The number of plane waves grows as the cutoff energy to the power 3/2. Going from the 420 eV of the LDA run to the 500 eV of the r2SCAN run therefore multiplies it by about 1.3. r2SCAN also needs the gradient of every orbital, three components each, so the Fourier transforms behind one application of its Hamiltonian may grow about fourfold. Both factors are modest, and neither changes how the cost scales with the number of atoms. For a three-atom sheet of SnO2 the dearer level is easily affordable, and the choice matters mainly when many cells or large ones are queued. The practical question is then which band quantities LDA already delivers.

Calculated values. Band energies of a 1T SnO2 monolayer (in-plane lattice constant 3.189 Å) in LDA (cheaper level, 420 eV cutoff) and r2SCAN (costlier level, 500 eV cutoff), each relative to its own valence top. Ansatz 0.2.0, plane-wave PAW, no spin polarisation, 12×12×1 k mesh, r2SCAN geometry. In reciprocal-lattice units, extra_v is (0.245, 0.245, 0) and extra_d is (0.05, 0, 0).

```csv
point name,"band v2, cheaper level (eV)","band v1, cheaper level (eV)","band c1, cheaper level (eV)","band c2, cheaper level (eV)","band v2, costlier level (eV)","band v1, costlier level (eV)","band c1, costlier level (eV)","band c2, costlier level (eV)"
Gamma,-0.737,-0.672,2.750,5.796,-0.715,-0.636,3.439,6.702
M,-0.370,-0.134,5.578,7.485,-0.327,-0.137,6.499,8.480
K,-0.147,-0.147,6.492,9.814,-0.142,-0.142,7.454,10.951
extra_v,-0.479,0.000,6.106,8.958,-0.465,0.000,7.029,10.016
extra_d,-0.697,-0.505,2.888,5.889,-0.672,-0.483,3.577,6.798
```

In the table, v1 is the highest filled band and v2 the one below it; c1 is the lowest empty band and c2 the one above it. Each level of theory counts energy from its own valence top, which lies at the point extra_v. The point extra_d sits close to Gamma, a tenth of the way to M.

**What changes and what stays**

The gap runs from extra_v to Gamma at both levels. It is 2.75 eV in LDA and 3.44 eV in r2SCAN, a step of one quarter of the LDA value. Relative to the valence top, the listed valence levels move by less than 0.05 eV. Energies counted this way cannot show whether the filled states sink or the empty ones rise, only that the distance between them grows. LDA and r2SCAN thus agree on the shape of the valence top and disagree on how far above it the empty states begin.

The usual cheap repair is a scissor shift, which lifts all empty bands by the same amount. Here it fails above the band bottom. If it is set to give the r2SCAN gap, it leaves c1 too low by up to 0.27 eV and c2 by up to 0.45 eV. These two empty bands are not only lifted but also pulled apart.

**Why the empty bands do not move together**

In LDA every electron feels the same local potential, a plain function of position. r2SCAN also uses the density gradient, which reshapes that potential, and the kinetic-energy density, which is built from the slopes of the orbitals. Varying the energy with respect to an orbital $\psi$ then gives an additional term, whose contribution to the level is

$$\frac{1}{2}\int v_\tau\,|\nabla\psi|^2\,d^3r ,$$

where $v_\tau$ measures how strongly the exchange-correlation energy responds to the kinetic-energy density. Where $v_\tau$ is positive, an orbital that varies steeply is pushed up more than a smooth one.

This bears on the gap. When an electron is added to an insulator, the exact exchange-correlation potential jumps by a constant, and the gap between LDA levels contains no part of that jump. An orbital-dependent term can act differently on filled and empty states and so bring part of it into the band gap. That is the standard reason why functionals of this kind tend to open gaps relative to LDA, and the step seen here fits it. The table cannot tell how much of the step comes from this term and how much from the changed local potential.

The orbital term also suggests why c2, and c1 far from Gamma, rise further than the conduction bottom. Within a group of empty bands, higher states tend to have more nodes and steeper slopes, so the additional term can grow with energy. For c1 and c2 the table supports energy as a useful guide. At Gamma, c2 lies at 5.8 eV in LDA and rises by 0.91 eV; at M, c1 lies at 5.6 eV and rises by 0.92 eV. Different bands at different points, but at similar energies, receive nearly the same correction. The guide does not extend to all higher bands. In the full output of the runs, the third and fourth empty bands at Gamma lie above c2 yet rise by less than half as much. Close to Gamma their energy rises with k roughly as a free electron's would. That fits states spread largely over the vacuum, which a change of functional should leave almost alone. Their smaller rise would then mainly reflect a valence top that sinks relative to the vacuum, though only a plot of their density would prove where they sit.

The picture must not be simplified to a uniform rescaling of kinetic energy, which would stretch filled and empty bands alike. The group of six upper valence bands becomes narrower in r2SCAN, from 6.6 to 6.4 eV. The Sn 4d levels, whose orbitals are steep, even sink: the upper pair at Gamma goes from 19.3 to 19.9 eV below the valence top. The correction depends on what a state is made of as well as on its energy.

**Where the stretch begins**

From Gamma to extra_d, c1 rises by 0.138 eV at both levels. With $m=\hbar^2k^2/(2\Delta E)$, where $k$ is the distance between the two points and $\Delta E$ the rise, this gives an electron mass of 0.36 free-electron masses in either case. Further out the levels part: measured from its own bottom, c1 is 5 % higher in r2SCAN halfway to M and 8 % higher at M.

A possible reason for the unchanged mass is a balance. The orbital term tends to steepen the band, while a wider gap weakens the coupling to the valence bands that makes electrons light, and so flattens it. That the two nearly cancel here is a guess. It is also a guess that the later growth comes from a change in orbital make-up, from mainly Sn 5s with some oxygen near Gamma to a richer mixture further out; a projection onto atomic orbitals would test it.

**A simple correction, worked once**

The behaviour suggests a shift that grows with height above the conduction bottom:

$$\Delta = a + s\,h .$$

Here $h$ is the LDA energy of the state less that of c1 at Gamma, $a$ is the lift at the bottom and $s$ the stretch. A least-squares fit to the five c1 values gives $a=0.686$ eV and $s=0.075$; the output below gives its quality.

Take c2 at M, which was not part of the fit. Its height is $h = 7.485-2.750 = 4.735$ eV, so that

$$\Delta = 0.686 + 0.075\times4.735 = 1.041\ \text{eV}.$$

Adding this to the LDA level predicts 8.53 eV, against 8.48 eV from r2SCAN. For c2 as a whole the prediction is too high at every listed point, by at most 0.09 eV. The straight line also misjudges the slow start of the stretch: halfway from Gamma to M it places c1 0.06 eV too high. It is a rule for c1 and c2 at the level of 0.1 eV, not for the bands above them, and its two constants belong to this sheet.

**What to do**

For the shape of the valence top or the electron mass at the band bottom, LDA serves as well as r2SCAN if 0.05 eV or a few per cent is good enough. Differences of a few hundredths of an electronvolt should not be read as physics, because the two runs differ in cutoff and LDA used atomic datasets made for another functional.

For the gap, or for empty states well above the bottom, an accuracy of 0.1 eV relative to r2SCAN calls for r2SCAN itself or for a correction anchored to it. With a large set of k points, a self-consistent r2SCAN run on a modest mesh can supply the lift and the stretch for the two lowest empty LDA bands. The anchor points should include the conduction bottom, a point far from it and one in between, so that the slow start shows up.

Agreement with r2SCAN is not agreement with experiment. Both levels usually give gaps that are too small, so 3.44 eV is better treated as an improved estimate than as a target. If the true gap decides a design, the next step is a hybrid functional or a many-body method such as GW. Either costs far more: exact exchange, for instance, couples each orbital to every filled one.

Two limits concern the material. The atoms were held where r2SCAN puts them, so the steps quoted contain no change of structure; letting LDA relax the sheet would add one. The sheet is also a hypothetical layer, not the rutile crystal of ordinary SnO2, although tin has six oxygen neighbours in both.

Printed output of the fit:

```
Change from LDA to r2SCAN in eV:
      row     v2      v1     c1     c2
    Gamma  0.022   0.036  0.689  0.906
        M  0.043  -0.003  0.921  0.995
        K  0.005   0.005  0.962  1.137
  extra_v  0.014       0  0.923  1.058
  extra_d  0.025   0.022  0.689  0.909
Gap step from LDA to r2SCAN (eV): 0.689
Gap step as share of the LDA gap (%): 25.05
Largest change of a listed valence level (eV): 0.043
Rigid shift set at Gamma, largest miss in c1 (eV): 0.273
Rigid shift set at Gamma, largest miss in c2 (eV): 0.448
Best single shift for c1, largest miss (eV): 0.1365
fit of dc1 on 5 rows: constant 0.6861 +/- 0.012, coefficient of height 0.07489 +/- 0.0046; rms 0.0128, worst M -0.0231, leave-one-out rms 0.0185
Line fitted to c1 and used for c2, largest miss (eV): 0.093
Line at the mesh point halfway from Gamma to M, prediction less value (eV): 0.05635
Stretch of c1 above its bottom, one sixth of the way to M (%): 0.9461
Stretch of c1 above its bottom, halfway to M (%): 4.596
Stretch of c1 above its bottom, at M (%): 8.204
Rise of c1 from Gamma to extra_d in LDA (eV): 0.138
Rise of c1 from Gamma to extra_d in r2SCAN (eV): 0.138
Electron mass from that rise in LDA (free-electron masses): 0.3573
Electron mass from that rise in r2SCAN (free-electron masses): 0.3573
Width of the upper six valence bands in LDA (eV): 6.628
Width of the upper six valence bands in r2SCAN (eV): 6.379
Upper Sn 4d pair at Gamma below the valence top in LDA (eV): 19.27
Upper Sn 4d pair at Gamma below the valence top in r2SCAN (eV): 19.93
Ratio of plane-wave numbers, cutoff 500 eV to 420 eV: 1.299
```
